## Appendix: Gap, phonon energy and strength of an indirect edge from five absorption values

**Model.** In silicon the conduction minima lie far from the valence maximum at $\Gamma$, so a phonon of energy $E_p$ must supply the crystal momentum. The amplitude is second order, one optical and one electron–phonon vertex divided by the energy defect of the intermediate state. Near the edge it is taken as constant, and its square carries the factor $N$ for phonon absorption or $N+1$ for phonon emission, with $N=1/(e^{E_p/k_BT}-1)$. The phonon removes the wavevector constraint, so the excess energy $x$ is shared freely between two parabolic bands, $\int_0^x\sqrt{\epsilon(x-\epsilon)}\,d\epsilon=\pi x^2/8$. For photon energy $E$ the intensity absorption coefficient without injection is

$$\alpha(E)=s_-^2(E-E_-)^2+s_+^2(E-E_+)^2,\qquad E_\pm=E_g\pm E_p,\quad s_-^2=AN,\quad s_+^2=A(N+1),$$

each term present only above its threshold.

**Data.** The values below were made for the exercise and rounded to three figures. The temperature is 300 K, so $k_BT=25.85$ meV. Energies are in eV, and intermediate results are carried unrounded.

| $i$ | 1 | 2 | 3 | 4 | 5 |
|---|---|---|---|---|---|
| $E_i$ (eV) | 1.090 | 1.120 | 1.150 | 1.220 | 1.300 |
| $\alpha_i$ (m$^{-1}$) | 106 | 326 | 665 | $3.75\times10^3$ | $1.54\times10^4$ |

**Inversion.** Below $E_+$, $\sqrt\alpha$ is linear in $E$. Points 1 and 3 have $\sqrt\alpha=10.30$ and $25.79$ m$^{-1/2}$, which gives $s_-=258.2$ m$^{-1/2}$eV$^{-1}$ and $E_-=1.0501$ eV. This line predicts $325.5$ m$^{-1}$ at point 2, compatible with 326 after rounding. Extrapolated to points 4 and 5 it gives 1924 and 4163 m$^{-1}$. The remainders $r_4=1826$ and $r_5=1.124\times10^4$ m$^{-1}$ have square roots 42.73 and 106.0 m$^{-1/2}$, so $s_+=790.9$ m$^{-1/2}$eV$^{-1}$ and $E_+=1.1660$ eV. Then

$$E_p=\tfrac12(E_+-E_-)=57.9\ \text{meV},\quad E_g=\tfrac12(E_++E_-)=1.108\ \text{eV},\quad A=s_+^2-s_-^2=5.59\times10^5\ \text{m}^{-1}\text{eV}^{-2}.$$

The slopes hold a second estimate. Since $(N+1)/N=e^{E_p/k_BT}$, the ratio $s_+^2/s_-^2=9.38$ yields $E_p'=k_BT\ln(s_+^2/s_-^2)=57.9$ meV, consistent with the thresholds.

**Uniqueness.** Data below $E_+$ fix only $E_g-E_p$ and $AN$, so any $E_p$ can be traded against $E_g$ and $A$. Two points on each branch give $s_\pm$ and $E_\pm$ in closed form, so only the assignment of points to branches could be ambiguous. Above $E_+$ the model is a single quadratic in $E$. The second divided differences of points 2, 3, 4 and of points 3, 4, 5 are $3.28\times10^5$ and $6.77\times10^5$ m$^{-1}$eV$^{-2}$, so point 2 cannot lie above $E_+$. Point 3 shows no excess over the line through points 1 and 2, while point 4 shows a large one. The assignment used is therefore the only one, and the result $E_3<E_+<E_4$ respects it.

**Error propagation.** Let $\varepsilon_i=\delta\alpha_i/\alpha_i$ and $x_i=E_i-E_-$. Differentiating the intercept gives

$$\delta E_-=\frac{x_1x_3}{2(E_3-E_1)}(\varepsilon_3-\varepsilon_1),$$

with prefactor 33 meV. The same form holds for $E_+$ with points 4 and 5, distances measured from $E_+$ and the relative errors of the remainders, which inherit those of the extrapolated branch. The derivatives with respect to $\varepsilon_i$ are:

| | $\varepsilon_1$ | $\varepsilon_3$ | $\varepsilon_4$ | $\varepsilon_5$ |
|---|---|---|---|---|
| $E_p$ (meV) | $13$ | $2$ | $-46$ | $31$ |
| $E_g$ (meV) | $-20$ | $35$ | $-46$ | $31$ |
| $E_p'$ (meV) | $19$ | $-42$ | $-36$ | $59$ |
| $\ln A$ | $0.14$ | $-0.16$ | $-1.55$ | $2.57$ |

Unrounded, the energy rows sum to zero and the last to one, so a common scale error in $\alpha$ changes only $A$. A common energy offset changes only $E_g$. Rounding moves $E_p$ by at most 0.2 meV. Assumed independent errors of 3 %, added in quadrature, give 1.7 meV for $E_p$, 2.1 meV for $E_g$, 2.5 meV for $E_p'$ and 9 % for $A$. The model's parameters are thus $E_p=58\pm2$ meV, $E_g=1.108\pm0.002$ eV and $A=(5.6\pm0.5)\times10^5$ m$^{-1}$eV$^{-2}$.

**Emission under injection.** For nondegenerate carriers with quasi-Fermi splitting $\Delta\mu$ and phonons at temperature $T$, detailed balance (van Roosbroeck–Shockley) gives the spontaneous rate per volume and photon energy for refractive index $n$,

$$r(E)=\frac{n^2E^2}{\pi^2\hbar^3c^2}\,\alpha(E)\,e^{-(E-\Delta\mu)/k_BT}.$$

Using $Ne^{E_p/k_BT}=N+1$ in each term,

$$\alpha\,e^{-E/k_BT}=Ae^{-E_g/k_BT}\left[(N+1)\,x_-^2e^{-x_-/k_BT}+N\,x_+^2e^{-x_+/k_BT}\right],\qquad x_\pm=E-E_\pm .$$

The weak absorption branch at $E_-$ becomes the strong, phonon-emitting replica. The areas of the two bracketed terms stand as $e^{E_p/k_BT}=9.4$. The factor $E^2$ weights each by $2E_\pm^2+12E_\pm k_BT+24(k_BT)^2$ and lowers the ratio to 7.7, with about 7 % uncertainty from $E_p$. At constant $n$ the maximum obeys $2/x_-+2/E=1/k_BT$, so $x_-=54$ meV and the model's internal spectrum, before reabsorption, peaks at 1.10 eV.

**What the fit means for silicon.** The table was generated from $E_p=58$ meV, the typical energy of the momentum-conserving TO phonon, with $E_g=1.108$ eV and $A=5.6\times10^5$ m$^{-1}$eV$^{-2}$ chosen so that $\alpha$ follows typical room-temperature silicon in this window. Their recovery tests the inversion and says nothing about the material. The compiled optical frequency of 517 cm$^{-1}$ (Ioffe Institute), or 64.1 meV, belongs to the zone centre and carries no valley momentum.

Three neglected effects need sizes. For the route through $\Gamma$, with the compiled direct gap $E_d=3.35$ eV (Tiago 2004), the factor $(E_d-E)^{-2}$ grows by 1.22 from point 1 to point 5. The factor $1/E$ from the photon flux at fixed vector potential changes by 0.84, and the product of 1.02 stays within the assumed errors. Weaker replicas, such as the TA phonon of approximately 18 meV, would add thresholds inside the lower window and bend $\sqrt\alpha$ there. The exciton binding energy, approximately 15 meV, is 7 times the statistical error of $E_g$. It lowers both thresholds alike and reshapes their onsets, so $E_p$ is affected less than $E_g$, and a fitted $E_g$ is an effective optical gap expected to fall below the band gap. The value chosen here lies 12 meV under the compiled fundamental gap of 1.12 eV (Wing 2021). On real spectra this bias, and not the noise, limits $E_g$.